## The question

Take the CF₃ radical, hold three of its atoms still and pull one fluorine outwards until its C–F bond is about 0.20 Å longer. How much energy does this cost, and why do electronic-structure methods disagree about it? The known results below are enough to attempt a forecast for two further levels, Hartree–Fock in a small basis and the hybrid functional M06-2X.

Stretching one C–F bond of the neutral CF₃ radical (doublet) to 1.5096 Å, computed with xtb and OpenMolcas at the levels listed. The energy difference is the total energy at the stretched geometry less that at the PBE0-D4/def2-TZVP geometry, with the other three atoms held fixed and no zero-point term.

| level (program) | reference determinants | relativity | energy difference (eV) |
| --- | --- | --- | --- |
| GFN2-xTB (xtb) | n/a | n/a | 0.437 |
| B3LYP 6-31G(d) (OpenMolcas) | UKS | none | 0.438 |
| GFN1-xTB (xtb) | n/a | n/a | 0.448 |
| r2SCAN def2-SVPD (OpenMolcas) | UKS | none | 0.450 |
| B3LYP def2-SVPD (OpenMolcas) | UKS | none | 0.456 |
| M06-L def2-SVPD (OpenMolcas) | UKS | none | 0.474 |
| SVWN5 def2-SVPD (OpenMolcas) | UKS | none | 0.523 |
| HF 3-21G (OpenMolcas) | UHF | none | ? |
| M06-2X def2-SVPD (OpenMolcas) | UKS | none | ? |

Six of the seven known values lie between 0.437 and 0.474 eV, and the local functional SVWN5 stands above them at 0.523 eV. Changing the basis moves B3LYP by 0.018 eV, so the order within the lowest five rows deserves no explanation. The known density-functional runs describe a clean doublet at both geometries, and nothing in their output points to a change of electronic state during the stretch.

## The starting point matters

Every level starts from the same geometry, optimised with PBE0-D4/def2-TZVP, a level that is not in the table. A level that prefers a longer C–F bond finds this one compressed. It gains a little energy at the beginning of the pull, before the cost sets in, and its total comes out smaller.

A spring shows the same effect. Two equal springs with different rest lengths, stretched between the same two marks, need different amounts of work, and the one with the longer rest length needs less. In a chemical bond the effect is weaker, because an ideal spring keeps its stiffness while a bond softens as it lengthens.

## From picture to formula

Let $V(x)$ be the energy when the bond is longer by $x$ than at the start, and let $d$ be the full stretch. Suppose that all levels share one curve and differ only in where its minimum lies. Moving the minimum outwards by a small $\delta$ changes the energy difference by $-\delta\,[V'(d)-V'(0)]$. It changes the starting-slope energy $S=d\,V'(0)$, the slope at the start times the stretch, by $-\delta\,d\,V''(0)$. The ratio of the two changes is

$$f=\frac{V'(d)-V'(0)}{d\,V''(0)},\qquad \Delta E\approx E_0+f\,S .$$

Here $\Delta E$ is the energy difference of the table and $E_0$ is its value for a level that starts exactly at its minimum along this bond. For an ideal spring $f=1$; softening makes it smaller.

The two tight-binding methods, GFN1-xTB and GFN2-xTB, provide slopes at both ends of the pull. Together with the energy difference, and with the slope taken as a quadratic in $x$, these give $f=0.58$ and $0.57$. A little more than half of a difference in starting-slope energy should therefore survive in the final result.

## One estimate in full

Why does SVWN5 lie above B3LYP in the same basis? B3LYP starts with $S=-0.086$ eV, while SVWN5 starts almost at its minimum, with $S=0.002$ eV. The expected gap is $0.58\times(0.002+0.086)\approx0.05$ eV, and the table has $0.523-0.456=0.067$ eV. On this estimate most of the excess comes from the starting point, so the table gives no clear evidence for a stiffer bond in SVWN5. Neither of these two rows was used to obtain $f$.

The same rule does less well for the basis change in B3LYP. It gets the direction right, since the smaller 6-31G(d) basis wants a longer bond, but predicts about twice the lowering that is found. A basis alters the shape of the curve as well as its minimum.

The slopes also warn against reading agreement as accuracy. GFN2-xTB and B3LYP/6-31G(d) differ by only 0.001 eV in the table, yet their starting-slope energies are $-0.09$ and $-0.15$ eV. Two different curves happen to give the same difference.

## How far the line can be trusted

A straight line in $S$ was fitted to five known rows; the printed output follows the text. Its coefficient, $0.58\pm0.18$, agrees with the softening found in xTB, but SVWN5 and B3LYP/6-31G(d) largely determine it. When each row is predicted from the other four, the typical error is 0.04 eV, nearly half the spread of those five values.

r2SCAN and M06-L were left out. Carried over the whole stretch, their starting slopes would lower the energy by more than 1 eV. To reach their ordinary energy differences after such a start, their curves would have to bend upwards about three times as strongly as that of B3LYP in the same basis. These gradients are therefore not trusted here.

## Two forecasts

For the two open rows the starting slopes had to be guessed from the bond lengths that such levels usually give.

M06-2X contains much exact exchange, which favours short C–F bonds, so it should start close to its minimum. With $S\approx-0.02$ eV the line gives 0.50 eV. A small allowance for a stiffer bond raises the forecast to $0.53\pm0.05$ eV, above B3LYP in the same basis and near SVWN5.

For Hartree–Fock two effects oppose each other. Without electron correlation the energy rises too steeply as a bond is stretched, whereas the 3-21G basis, which has no polarisation functions, makes C–F bonds too long. With $S\approx-0.14$ eV the line gives 0.43 eV, and the allowance for steepness raises this to $0.50\pm0.10$ eV. That is probably above B3LYP, with the place relative to SVWN5 left open.

## The computed values

The withheld rows as computed:

| level (program) | reference determinants | relativity | energy difference (eV) |
| --- | --- | --- | --- |
| HF 3-21G (OpenMolcas) | UHF | none | 0.539 |
| M06-2X def2-SVPD (OpenMolcas) | UKS | none | 0.591 |

The Hartree–Fock value, 0.539 eV, falls within its range and above B3LYP, as forecast. The range was wide, however, and the hit owes something to cancelling errors. The gradient of the Hartree–Fock run, set aside until now, gives $S=-0.21$ eV instead of the guessed $-0.14$ eV, so this level prefers an even longer bond than assumed. With that slope the line gives only 0.39 eV, and the computed value lies 0.15 eV above it. The longer preferred bond and the steeper curve are both there, and both were underestimated.

M06-2X is a miss. At 0.591 eV it lies 0.061 eV above the forecast, just outside the error bar. It does lie above B3LYP, but it is not near SVWN5, which it exceeds by $0.591-0.523=0.068$ eV.

## What the miss teaches

Among the levels with usable slopes, Hartree–Fock has the strongest initial push towards a longer bond, yet its stretch costs more than that of any level known beforehand. Its steeper curve outweighs its shifted minimum.

For M06-2X the line with the guessed slope is too low by about 0.1 eV. Could a shorter preferred bond account for this? The line would then need $S\approx(0.591-0.507)/0.58\approx+0.15$ eV. The M06-2X minimum would have to lie about as far inside the starting bond length as that of B3LYP/6-31G(d) lies outside it.

That is a large shift for a functional whose bond lengths are usually close to those of other hybrids. A steeper curve is the likelier main cause, and the allowance made for it was too small. This remains a guess, because the energy difference alone cannot separate a shifted curve from a steeper one. A reliable gradient at the starting geometry could, but the one from this run is no help. It gives $S=+0.92$ eV, more than the whole energy difference, although a curve that bends upwards throughout the pull must cost at least $S$.

M06-2X, r2SCAN and M06-L all depend on the kinetic-energy density, and all three have implausible gradients, while the other functionals run in the same program give sensible ones. Suspicion therefore falls on the gradients for this type of functional, not on the bond. Two extra energies, at a slightly shorter and a slightly longer bond, would supply the slope without them.

For another level at this geometry, the reasoning runs in two steps. Ask first whether the level prefers a longer bond, which lowers the cost, and then whether its curve is steeper, which raises it. The second effect can outweigh the first, as Hartree–Fock shows.

CF₃ radicals occur in the fluorocarbon plasmas that etch silicon dioxide in chip making. This partial stretch is not a bond dissociation energy, so the ordering of methods found here gives no fragmentation rate for such a plasma.

The analysis program printed:

```
Softening fraction f from GFN2-xTB end slopes: 0.5691
Softening fraction f from GFN1-xTB end slopes: 0.5843
Starting slope and energy difference in eV (slopes of withheld rows guessed):
                            row  slope times stretch  difference to B3LYP def2-SVPD  difference less f times slope energy
                 GFN2-xTB (xtb)             -0.08692                         -0.019                                0.4871
    B3LYP 6-31G(d) (OpenMolcas)              -0.1515                         -0.018                                0.5254
                 GFN1-xTB (xtb)             -0.07726                         -0.008                                0.4926
  r2SCAN def2-SVPD (OpenMolcas)               -1.272                         -0.006                                 1.184
   B3LYP def2-SVPD (OpenMolcas)             -0.08633                              0                                0.5058
   M06-L def2-SVPD (OpenMolcas)               -1.145                          0.018                                 1.135
   SVWN5 def2-SVPD (OpenMolcas)               0.0022                          0.067                                0.5217
          HF 3-21G (OpenMolcas)                -0.14                          0.083                                0.6197
  M06-2X def2-SVPD (OpenMolcas)                -0.02                          0.135                                0.6025
Range of the five levels with usable slopes, eV: 0.086
Range of the same five after the slope correction, eV: 0.03824
Part of the SVWN5 excess over B3LYP def2-SVPD due to starting slope, eV: 0.05106
fit of energy_difference on 5 rows (usable > 0): constant 0.5065 +/- 0.017, coefficient of start 0.5771 +/- 0.18; rms 0.0152, worst GFN2-xTB (xtb) 0.0194, leave-one-out rms 0.039
  rows outside the fit (model, value, miss): r2SCAN def2-SVPD (OpenMolcas) -0.2275, 0.45, -0.677; M06-L def2-SVPD (OpenMolcas) -0.1544, 0.474, -0.628; HF 3-21G (OpenMolcas) 0.4258, 0.539, -0.113; M06-2X def2-SVPD (OpenMolcas) 0.495, 0.591, -0.096
HF 3-21G forecast, eV: 0.5
HF 3-21G error bar, plus or minus eV: 0.1
HF 3-21G computed, eV: 0.539
HF 3-21G forecast less computed, eV: -0.039
M06-2X forecast, eV: 0.53
M06-2X error bar, plus or minus eV: 0.05
M06-2X computed, eV: 0.591
M06-2X forecast less computed, eV: -0.061
```
